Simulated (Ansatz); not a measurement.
## C: pressure and energy change per atom as volume scale varies

All results are calculated (Ansatz 0.2.0). Plane-wave DFT, scalar-relativistic PAW made under PBE with cores redone for the functional, no dispersion; the given relaxed cell is scaled uniformly, energy at zero smearing counts from the unscaled cell, pressure at the given Fermi-Dirac smearing is positive in compression.

The cell before it is scaled or strained (space group P6_3/mmc, No. 194):
```
C
1.0
      2.5117     0.0000     0.0000
     -1.2558     2.1752     0.0000
      0.0000     0.0000     4.1802
C
4
Direct
  0.33333 0.66667 0.06273
  0.66667 0.33333 0.56273
  0.33333 0.66667 0.43727
  0.66667 0.33333 0.93727
```

Settings of every row: spin polarised no; functional PBE; wave cutoff 420 eV; smearing width 0.05 eV; k mesh 12x12x7.

Atom starting moment: 0 on all atoms.

Limits: all rows lie far from zero pressure; bonds stretch with the cell, so the curve is stiffer than the relaxed crystal; the cell comes from a prototype or a list of computed structures and needn't be the stable phase.

```csv
row,volume scale,V (Å³/atom),pressure (GPa),energy change per atom (meV)
1,0.88,5.024,70.07,135.56
2,0.92,5.253,42.14,56.25
3,0.96,5.481,19.07,13.13
4,1.04,5.938,?,?
5,1.08,6.166,-28.92,43.81
6,1.12,6.395,-39.75,92.98
```

Question: what pressure and energy change per atom should row 4 give?

Worked fit of pressure. Take u = (V_r/V)^(2/3) − 1 with V_r = 5.481 Å³ an atom, which is twice the finite (Eulerian) strain; such expansions in the strain, on which the Birch-Murnaghan equation of state is built, carry the rest volume and the bulk modulus. The shown rows have u = 0.05976, 0.02873, 0, -0.07551, -0.09771. Least squares give pressure = 19.095 + 757.33 × u + 1593.4 × u² GPa; a straight line predicts inner rows, each left out in turn, worse (root mean square 4.2 against 0.096 GPa). The rows lie off it by 0.03, -0.03, -0.02, 0.09, -0.06 (root mean square 0.053 GPa). The pressure vanishes at u = -0.0267, or V = 5.708 Å³ an atom, and there the bulk modulus at fixed shape and fractions is B = −V dP/dV = (2/3)(1 + u) dP/du = 436 GPa. Letting shape and atoms relax would as a rule lower it, by much in layered, chain or molecular crystals. The withheld row has u = -0.05199, so the fit gives 19.095 + 757.33 × (-0.05199) + 1593.4 × (-0.05199)² = -15.97 GPa.

The calculation gave -15.83 GPa. The fit lies 0.14 GPa (0.13 % of the column's range) below it; its largest miss of a shown row is 0.09 GPa.

Worked fit of energy change per atom. Take u = (V_r/V)^(2/3) − 1 with V_r = 5.481 Å³ an atom, which is twice the finite (Eulerian) strain; such expansions in the strain, on which the Birch-Murnaghan equation of state is built, carry the rest volume and the bulk modulus. The shown rows have u = 0.05976, 0.02873, 0, -0.07551, -0.09771. Least squares give energy change per atom = 13.189 + 963.73 × u + 18194.3 × u² meV; a straight line predicts inner rows, each left out in turn, worse (root mean square 48 against 0.48 meV). The rows lie off it by -0.20, 0.36, -0.06, -0.35, 0.25 (root mean square 0.27 meV). The withheld row has u = -0.05199, so the fit gives 13.189 + 963.73 × (-0.05199) + 18194.3 × (-0.05199)² = 12.26 meV.

The calculation gave 11.62 meV. The fit lies 0.64 meV (5.5 % of the value, 0.52 % of the column's range) above it; its largest miss of a shown row is 0.36 meV.
